# How pair creation at the focus of two colliding circular pulses responds to five changes

Two circularly polarised pulses meet head-on in vacuum. How does the yield of electron–positron pairs respond when we (1) raise the intensity, (2) share the power unequally, (3) reverse the helicity of one pulse, (4) add a static magnetic field, or (5) remove the electron mass? At each **Predict**, commit to a sign and a size before reading on.

Conventions: $\hbar=c=1$ in formulas, electron charge $q=-e$ with $e>0$, force $q(\mathbf E+\mathbf v\times\mathbf B)$, and $\gamma_5=+1$ for right-handed fields. Fields are measured in $E_S=m^2c^3/e\hbar=1.323\times10^{18}$ V/m and $B_S=E_S/c=4.414\times10^{9}$ T.

## The constant-field result

The invariants are $\mathcal F=(\mathbf E^2-\mathbf B^2)/2$ and $\mathcal G=\mathbf E\cdot\mathbf B$. If $\mathcal G\neq0$, a boost along $\mathbf E\times\mathbf B$ makes the fields parallel ($\mathcal G>0$) or antiparallel, with magnitudes fixed by
$$(E_0+iB_0)^2=2\mathcal F+2i|\mathcal G| .$$

Take both fields along $+x_3$, with $\mathbf A=(0,B_0x_1,-E_0t)$, $\boldsymbol\pi=\mathbf p-q\mathbf A$ and $H=\boldsymbol\alpha\cdot\boldsymbol\pi+\beta m$. Write $\psi=(i\partial_t+H)\Phi$. The Dirac equation becomes $(\partial_t^2+H^2-i\dot H)\Phi=0$. With $[\pi_1,\pi_2]=iqB_0$ and $\alpha_1\alpha_2=i\Sigma_3$ this reads
$$\left[\partial_t^2+(p_3-eE_0t)^2+\pi_\perp^2+eB_0\Sigma_3+m^2+ieE_0\alpha_3\right]\Phi=0 .$$

**Predict.** Which part of this operator knows about $B_0$, and which about $E_0$?

The matrices $\alpha_3=\gamma_5\Sigma_3$ and $\Sigma_3$ commute. Fixing $\alpha_3=+1$ on $\Phi$ removes the doubling caused by squaring and leaves $\Sigma_3=\pm1$. The transverse part is the Landau problem: $\pi_\perp^2+eB_0\Sigma_3=eB_0(2l+1+\Sigma_3)=2eB_0n$. The level $n=0$ has $\Sigma_3=-1$ only, and each $n\ge1$ occurs twice. With $\tau=\sqrt{eE_0}\,(t-p_3/eE_0)$ the time part is Weber's equation,
$$f''+(\tau^2+\lambda_n+i)f=0,\qquad \lambda_n=\frac{m^2+2eB_0n}{eE_0}.$$
At large $|\tau|$ one branch is $f\sim e^{-i\tau^2/2}\tau^{-i\lambda_n/2}$. Its frequency is $\tau$: negative energy early, positive energy late. The mass and transverse terms of $H$ flip $\alpha_3$, so the $\alpha_3=-1$ components of $\psi$ are proportional to $f$, and on this branch they carry the whole norm asymptotically. Continue $\tau=|\tau|e^{i\vartheta}$ from $\vartheta=\pi$ to $0$. The branch is recessive for $\pi/2<\vartheta<\pi$ and dominant for $0<\vartheta<\pi/2$, so its coefficient is preserved, and its modulus falls by $e^{-\pi\lambda_n/2}$. A filled sea state ends at positive energy with probability $e^{-\pi\lambda_n}$.

Each Landau level holds $eB_0/2\pi$ states per area, and modes pass $\tau=0$ at the rate $eE_0/2\pi$ per length. The geometric sum $1+2\sum_{n\ge1}e^{-2\pi nB_0/E_0}=\coth(\pi B_0/E_0)$ gives the mean number of pairs per volume and time,
$$w=\frac{e^2E_0B_0}{4\pi^2}\coth\frac{\pi B_0}{E_0}\;e^{-\pi m^2/eE_0}=w_0\,\epsilon b\coth\frac{\pi b}{\epsilon}\,e^{-\pi/\epsilon},$$
with $\epsilon=E_0/E_S$, $b=B_0/B_S$ and $w_0=m^4/4\pi^2=3.415\times10^{23}\ \mu\text{m}^{-3}\text{fs}^{-1}$. This counts pairs. The vacuum decay rate is a series of which $w$ is the first term.

## The reference focus

Near the axis, treat the pulses as plane waves along $\pm z$ with amplitudes $E_a$, $E_b$. Then $\mathbf E=\mathbf E_a+\mathbf E_b$ and $\mathbf B=\hat{\mathbf z}\times(\mathbf E_a-\mathbf E_b)$. If $\theta=2\varphi$ is the angle from $\mathbf E_a$ to $\mathbf E_b$, then $\mathcal F+i\mathcal G=2E_aE_be^{i\theta}$, so
$$\epsilon=\xi|\cos\varphi|,\qquad b=\xi|\sin\varphi|,\qquad \xi=2\sqrt{E_aE_b}/E_S .$$
In the reference case both vectors turn from $x$ towards $y$, at angles $\omega t-kz$ and $\omega t+kz$. The helicities are opposite, and $\varphi=kz$.

The inputs are illustrative: wavelength 0.8 μm ($\hbar\omega=1.55$ eV) and $E_a=E_b=0.03E_S$, so $\xi=0.06$, $\pi/\xi=52.4$ and $I=\varepsilon_0cE_a^2=4.18\times10^{26}$ W/cm² per pulse. A pair forms over $m/eE_0=6.4$ pm, and $\gamma=\omega/m\xi=5.05\times10^{-5}$. Field variation changes the exponent by a relative amount of order $\gamma^2$, so $\ln w$ shifts by about $\pi\gamma^2/\xi=1.3\times10^{-7}$. The local formula is safe.

At the electric antinode $b\to0$ and $w_{\rm pk}=w_0\xi^2e^{-\pi/\xi}/\pi=7.13\times10^{-3}\ \mu\text{m}^{-3}\text{fs}^{-1}$.

**Predict.** Moving off the antinode lowers $\epsilon$ and raises $b$. Which wins?

Expand in $\varphi$. The prefactor gains $(\pi^2/3-1)\varphi^2$ and the exponent loses $\pi\varphi^2/2\xi$, which is much larger. The profile is nearly Gaussian with $\sigma=\sqrt{\xi/\pi}=0.138$ rad, or 17.6 nm in $z$. Including the $5\varphi^4/24$ term of $\sec\varphi$, the average over $\varphi$ is
$$\frac{\bar w}{w_{\rm pk}}=\frac{\sqrt{2\xi}}{\pi}\left[1+\left(\frac{\pi^2}{3}-\frac{13}{8}\right)\frac{\xi}{\pi}+\dots\right].$$
The leading term is 0.110 and the two terms give 0.114. Numerical integration gives 0.113, or $\bar w=8.07\times10^{-4}\ \mu\text{m}^{-3}\text{fs}^{-1}$. The sensitivity used below is
$$\nu=\frac{d\ln\bar w}{d\ln\xi}\simeq\frac{\pi}{\xi}+\frac52=54.9 .$$

## Change 1: ten per cent more intensity in both pulses

**Predict.** A gain of ten per cent, a factor of two, or more?

*Reasoning.* Since $\xi\propto I^{1/2}$, locally $\bar w\propto I^{\nu/2}=I^{27.4}$, and $1.1^{27.4}\approx14$. As $\nu$ falls with rising $\xi$, the true factor is somewhat smaller.

*Calculation.* The new value is $\xi=0.0629$. The exponential grows by $\exp[(\pi/0.06)(1-1.1^{-1/2})]=11.4$ and the power $\xi^{5/2}$ by $1.1^{5/4}=1.13$. The numerical average rises by **12.9**.

## Change 2: the same total power, shared 60:40

**Predict.** Is the response first or second order in the imbalance, and which field should enter the exponent?

*Reasoning.* Let $I_{a,b}=I(1\pm\delta)$. Exchange of the pulses is a symmetry, so the response is even in $\delta$. At $\delta=1$ a single plane wave remains, both invariants vanish, and so does $w$. Expect a fall. From $\xi\propto(1-\delta^2)^{1/4}$, $\Delta\ln\bar w\simeq-\nu\delta^2/4$, which for $\delta=0.2$ predicts a factor 0.58.

*Calculation.* $\xi$ is multiplied by 0.990, and the numerical average by **0.57**. The laboratory peak field $E_a+E_b$ is multiplied by 0.995 only, and putting it into the exponent would wrongly give 0.76. The laboratory fields are no longer parallel. A boost along $z$ Doppler-shifts the amplitudes oppositely and keeps $E_aE_b$. They become equal at $v=(E_a-E_b)/(E_a+E_b)=0.101$. There $\mathbf E_a-\mathbf E_b$ is perpendicular to $\mathbf E_a+\mathbf E_b$, so $\mathbf B$ lies along $\mathbf E$ everywhere.

## Change 3: reverse the helicity of pulse $b$

**Predict.** The rotating standing wave is gone. Does the yield rise or fall?

*Reasoning.* The local rate depends on $\xi$ and $\varphi$ alone. Helicity can only change how $\varphi$ depends on place and time.

*Calculation.* The angle of $\mathbf E_b$ is now $-(\omega t+kz)$, so $\theta=-2\omega t$ and $\varphi=-\omega t$. The average over $\varphi$ is the same integral, and the factor is **1**, up to terms of the size $\pi\gamma^2/\xi$. The pattern does change. Steady sheets of rms width 17.6 nm, half a wavelength apart, become bursts of rms duration $\sigma/\omega=58.7$ as, twice per cycle and uniform in $z$.

## Change 4: a static magnetic field at the antinode

Return to opposite helicities and stay in the plane $z=0$, where $\mathbf E$ rotates with fixed length and the wave has no magnetic field. Add a static field of strength $\beta_s\xi B_S$ with $\beta_s=0.1$, which is $2.65\times10^{7}$ T. This value is far beyond laboratory magnets and serves only to make the effect visible.

**Predict.** Since $x\coth x>1$, the formula seems to say that a magnetic field helps. Does it help along $z$? In the $xy$ plane?

*Reasoning.* Let $\psi_s$ be the angle between $\mathbf E$ and the static field. In units of $E_S^2$, $2\mathcal F=\xi^2(1-\beta_s^2)$ and $\mathcal G=\xi^2\beta_s\cos\psi_s$. To second order $b=\xi\beta_s|\cos\psi_s|$ and $\epsilon^2=\xi^2(1-\beta_s^2\sin^2\psi_s)$, so
$$\Delta\ln w\simeq\beta_s^2\left[\frac{\pi^2}{3}\cos^2\psi_s-\frac12\left(\frac{\pi}{\xi}+2\right)\sin^2\psi_s\right].$$
The coefficients are 3.29 and 27.2. The parallel component helps through the prefactor, because the lowest level keeps its gap $m$ while its degeneracy grows. The perpendicular component lowers $E_0$ and acts on the exponent.

*Calculation.* At an instant of exact alignment the factor is $0.1\pi\coth(0.1\pi)=$ **1.033**. An axial field is always perpendicular, with $\epsilon=\xi\sqrt{0.99}$ and $b=0$, and the factor is **0.76**. For an in-plane field $\psi_s=\omega t$. The mean coefficient is $-11.9$, which predicts 0.88, and the exact invariants averaged over a cycle give **0.89**. The mean coefficient changes sign only when $\pi/\xi=2\pi^2/3-2$, at $\xi=0.69$.

## Change 5: set the mass to zero

**Predict.** Which Landau levels produce net chirality $n_5=n_R-n_L$, and how much per pair?

*Reasoning.* For $m=0$ and $n=0$, $H=\alpha_3\pi_3=-\gamma_5(p_3-eE_0t)$, because $\Sigma_3=-1$. Right-handed levels rise through zero energy and left-handed levels sink, each at the rate $(eB_0/2\pi)(eE_0/2\pi)$ per volume. Every crossing is certain, as $\lambda_0=0$. The electron runs along $-x_3$ with spin along $-x_3$ and the positron along $+x_3$ with spin along $+x_3$. Both have positive helicity, so each pair adds 2:
$$\frac{dn_5}{dt}=\frac{e^2}{2\pi^2}\,\mathbf E\cdot\mathbf B .$$
This is the chiral anomaly. The two states of a level $n\ge1$ have opposite helicity and equal probability, so they cancel. At finite mass the same count gives the helicity imbalance of the ultrarelativistic products, $(e^2\mathcal G/2\pi^2)\,e^{-\pi m^2/eE_0}$, before later motion in the varying field alters it. Dividing by $w$, the imbalance per pair is $2\tanh(\pi B_0/E_0)\,\mathrm{sgn}\,\mathcal G$ for any mass.

**Predict.** In the standing wave $\mathcal G=2E_aE_b\sin2kz$. What is the net chirality of one sheet, and of half a sheet?

The source is odd about each antinode, so a whole sheet yields zero at any mass. On one side, $0<\varphi<\pi/2$, massive pairs come from small $\varphi$, where $2\tanh(\pi\tan\varphi)\simeq2\pi\varphi$. The Gaussian mean is $2\pi\sigma\sqrt{2/\pi}=2\sqrt{2\xi}=0.69$. Without mass the whole cell contributes, and the value should approach 2.

*Calculation.* For the electron mass at $\xi=0.06$ numerical integration gives 0.64 per pair. For $m=0$ put $u=\tan\varphi$ and $\coth\pi u=1+2/(e^{2\pi u}-1)$:
$$J=\int_0^{\pi/2}\!\sin\varphi\cos\varphi\coth(\pi\tan\varphi)\,d\varphi=\frac12+2\int_0^\infty\!\frac{u\,du}{(1+u^2)^2(e^{2\pi u}-1)} .$$
Differentiating $\int_0^\infty u\,du/[(u^2+s^2)(e^{2\pi u}-1)]=\tfrac12[\ln s-1/(2s)-\psi(s)]$, with $\psi$ here the digamma function, at $s=1$ gives $J=\pi^2/12-1/4=0.572$. The chirality integral is $2\int\sin\varphi\cos\varphi\,d\varphi=1$, so the imbalance per pair rises to $1/J=$ **1.75**. At the same fields the mean pair rate rises by about $6\times10^{23}$. For real electrons this limit is formal: $e^{-\pi/\epsilon}>0.9$ needs $\epsilon$ of 30 or more, where the created pairs would screen the field.

## What a real focus adds

*Envelope.* Give each pulse the amplitude $e^{-r^2/w_f^2}(1+z^2/z_R^2)^{-1/2}e^{-(t\mp z/c)^2/\tau_p^2}$ with $w_f=1$ μm, $\tau_p=10$ fs and $z_R=kw_f^2/2=3.93$ μm. Near the centre $\xi\propto\exp(-r^2/w_f^2-t^2/\tau_p^2-z^2/L^2)$, with $L^{-2}=(c\tau_p)^{-2}+(2z_R^2)^{-1}$ and $L=2.64$ μm. Four Gaussian integrals of $\bar w\propto\xi^\nu$ give
$$N\simeq\bar w\,(\pi/\nu)^2w_f^2\tau_pL\approx7\times10^{-5}$$
pairs per shot, the model's number for these inputs.

**Predict.** How does the factor $\nu^{-2}$ alter Change 1?

A stronger field lowers $\nu$ and widens the active region. The extra factor is 1.10, and the yield per shot rises about 14-fold.

*Non-paraxial fields.* They change the invariants by a relative amount of order $(kw_f)^{-2}=0.016$, hence $\ln w$ by about $27.4\times0.016=0.4$ times a coefficient of order one that depends on the beam structure. This limits $N$ to one figure. It largely cancels in Changes 1 and 2, where the geometry is fixed, but the null result of Change 3 holds only to this level in so tight a focus.

*Radiative corrections.* At weak fields they multiply $w$ by approximately $e^{\pi\alpha}$, an increase of 2.3 per cent that is nearly common to all cases.

*Cascades.* Each pulse has $a_0=eE_a/m\omega=9.9\times10^3$, so a created or stray electron emits hard photons that make further pairs. A typical scaling estimate for a rotating electric field is $\Gamma\sim\alpha\,(\xi/\alpha)^{1/4}\sqrt{m\omega}$, here 17 fs⁻¹ up to a coefficient of order one. Secondary pairs then outnumber primary ones by many orders of magnitude. In an empty focus the quantity that follows the factors above is the probability $1-e^{-N}\simeq N$ that a shot creates a primary pair at all.

| Change | Predicted by reasoning | Calculated (plane-wave model) |
|---|---|---|
| Intensity +10 % | up, below 14 | 12.9 |
| Power 60:40 | 0.58 | 0.57 |
| One helicity reversed | 1 | 1 |
| Static field, axial, at antinode | down | 0.76 |
| Static field, in plane, at antinode | 0.88 | 0.89 |
| $m\to0$, one-sided imbalance per pair | 0.69 rising towards 2 | 0.64 to 1.75 |